Eight correlated electrons form 28 pairs, 56 triples and 70 quadruples. If every group mattered equally, the correlation energy would converge slowly as larger groups were admitted. It does the opposite: CCSD, which treats the pairs, recovers about 140 meV per pair, whereas the full triples add only 83.1/56 ≈ 1.5 meV per triple. The groups become more numerous, but each is worth so much less that the error collapses.

Total energies of the quintet cation BHN⁺ at a PBE0/def2-TZVP geometry, computed with Ansatz 0.2.0 and the AFQMC program afq 1 in the cc-pVDZ basis, from an ROHF determinant with the 1s cores of B and N frozen. The label ph-AFQMC marks phaseless walks, with the trial wavefunction after the slash; released AFQMC lets the constraint go, and free AFQMC has none.

```csv
level,"this level less the reference (CCSDT(Q), same basis) (meV)","statistical noise, one standard error (meV)"
HF,3966.7,0.00
MP2,709.4,0.00
CCSD,86.3,0.00
CCSD(T),17.5,0.00
CCSDT,3.2,0.00
ph-AFQMC/HF,2.0,31.90
ph-AFQMC/CISD,0.9,5.90
released AFQMC,-2.4,5.20
free AFQMC,-4.9,8.80
```

The reason is that electrons repel each other two at a time. One act of repulsion can scatter two electrons out of their Hartree–Fock orbitals, so pair excitations enter the wavefunction at first order. A true three-electron excitation needs a second act, and a four-electron one a third. Each further act brings in another energy cost to be paid, and the contribution shrinks if one determinant is a good start. Here it is: the Hartree–Fock determinant holds 94% of the weight in a wavefunction of single and double excitations.

The energy missed by Hartree–Fock, nearly 4 eV, is therefore mostly a matter of pairs, but not of all pairs alike. The ion is in a quintet state, with six correlated electrons of one spin and two of the other, which gives 16 same-spin and 12 opposite-spin pairs. At the MP2 level an opposite-spin pair brings 192 meV on average and a same-spin pair 55 meV. One reason is that the Pauli principle already keeps parallel spins apart in Hartree–Fock, so less is left to correct. The two kinds of pair also occupy different orbitals, an effect that these averages do not separate. Another spin state of this ion lies lower, and the errors here belong to the quintet alone.

MP2 still misses 18% of the correlation energy. It lets each pair scatter as if the other excitations were absent, and charges the bare orbital energies for it. CCSD lets the excitations act on one another, and the energy drops by a further 623 meV. The table shows the size of this step, not its parts. Two effects are mixed in it: repeated scattering within one pair, which MP2 leaves out even in helium with its single pair, and the influence of different pairs on one another.

The same shortcoming returns one level up. CCSD(T) adds the triples at lowest order, while CCSDT lets them act on each other and back on the pairs. The lowest-order treatment brings 69 meV, the full one 83 meV. Most of the remaining error of CCSD(T) is thus an incomplete account of triples, not an absence of quadruples.

This suggests a simple estimate: a lowest-order treatment recovers the same share of the triples energy as of the pair energy.

1. MP2 recovers 3966.7 − 709.4 = 3257.3 meV, and CCSD recovers 3966.7 − 86.3 = 3880.4 meV. The share is 0.84.
2. The full triples are worth 86.3 − 3.2 = 83.1 meV, so (T) should leave out 0.16 × 83.1 ≈ 13 meV.
3. With the 3.2 meV that CCSDT itself lacks, the error of CCSD(T) should be about 16.5 meV.

The computed error is 17.5 meV, a value that did not enter the estimate, although the errors of CCSD and CCSDT did. No constant was fitted. The argument is loose, because (T) starts from pair excitations that CCSD has already converged, and a single agreement may be luck. It is safer to keep the picture than the percentage: in this ion, the lowest-order answer for a new kind of excitation has the right size and falls somewhat short.

The error of CCSDT is, by construction, just the (Q) correction contained in the reference. It measures the estimated effect of quadruples, not the distance to the exact energy in this basis.

Below CCSDT the list changes character. The four AFQMC rows come from random walks, and their errors of 2.0, 0.9, −2.4 and −4.9 meV look like a smooth continuation downwards. They are not a trend, since each lies within one standard error of zero. The negative signs do not show that the walks found energies below the reference. Nor is the closeness an independent proof of the reference, which was accepted only where it agreed with the released walk within a few tens of meV.

What the walks do show is how the effects left out by CCSD are recovered without sorting electrons into groups. The free walk starts from the CCSD state and propagates it in imaginary time, which damps each unwanted component the faster, the higher its energy. Its excess over the reference falls from 86 to 29 meV in the first 0.3 inverse hartree. If one exponential governed the decay, 9.7 meV would remain at twice that time; the walk gives 11.5 meV with a noise of 2.9 meV.

At later times the predicted excess is about 1 meV or less, and the walk merely wanders between roughly −6 and +6 meV. The tabulated −4.9 meV is the last point of this wandering. The decay rate, about 3.6 hartree, is an average over many components and not the energy of one excited state. Since the CCSD state lacks true triple excitations, their energies should weigh heavily in this average, but the walk does not resolve them one by one.

The noise follows the quality of the trial wavefunction, which guides the walk and evaluates its energy. For an exact trial every walker would report the same energy, so a better trial means less scatter. With the Hartree–Fock trial the noise is 31.9 meV; with the CISD trial it is 5.9 meV, although that run took only a third as many walker steps. Because noise falls with the square root of run length, the Hartree–Fock run would have to be about 29 times longer to match it.

This matters for reading the phaseless rows. Their constraint, which keeps the walk stable, adds a bias that depends on the trial and is not part of the quoted noise. The error of 2.0 meV with the Hartree–Fock trial looks excellent, yet a bias of ten or twenty meV could hide behind it. The output below gives the estimates for the triples and the free walk, together with the noise ratios.

For practical work, first decide which step has to be resolved. If 20 meV in the total energy of this ion is good enough, CCSD(T) suffices within this basis; for a few meV, the full triples are needed. A walk meant to check the 3.2 meV between CCSDT and the reference at two standard errors needs a noise of 1.6 meV, hence a run (5.9/1.6)² ≈ 14 times longer than the one with the CISD trial. That cures only the noise: the bias of the phaseless constraint stays however long the run, and it too would have to be smaller than the difference. Until noise and bias are both smaller than the difference in question, do not rank the methods.

Numerical output:

```
correlation energy missed by MP2, percent: 17.88
correlation energy missed by CCSD, percent: 2.176
correlation energy missed by CCSD(T), percent: 0.4412
correlation energy missed by CCSDT, percent: 0.08067
lowering from MP2 to CCSD, meV: 623.1
lowering by perturbative triples (T), meV: 68.8
lowering by full triples, meV: 83.1
triples energy that (T) leaves out, meV: 14.3
MP2 energy per same-spin pair, meV: 54.91
MP2 energy per opposite-spin pair, meV: 191.8
ratio of opposite-spin to same-spin energy per pair: 3.493
MP2 share of the CCSD correlation energy, percent: 83.94
(T) share of the full triples energy, percent: 82.79
CCSD(T) error predicted by equal shares, meV: 16.54
CCSDT error predicted by the rival constant factor per rank, meV: 1.878
free walk excess at time 0, meV: 86.41
free walk excess at time 0.3, meV: 29.02
decay rate from these two points, hartree: 3.637
excess predicted at time 0.6, meV: 9.746
excess computed at time 0.6 (noise 2.9), meV: 11.51
excess predicted at time 1.2, meV: 1.099
excess computed at time 1.2 (noise 4.5), meV: -5.29
highest excess from time 1.2 onward, meV: 6.42
lowest excess from time 1.2 onward, meV: -5.71
noise of the HF trial over noise of the CISD trial: 5.407
times longer the HF-trial run must be for the CISD noise: 29.23
walker steps of the HF-trial run over those of the CISD-trial run: 3
largest AFQMC error in units of its noise: 0.5568
```
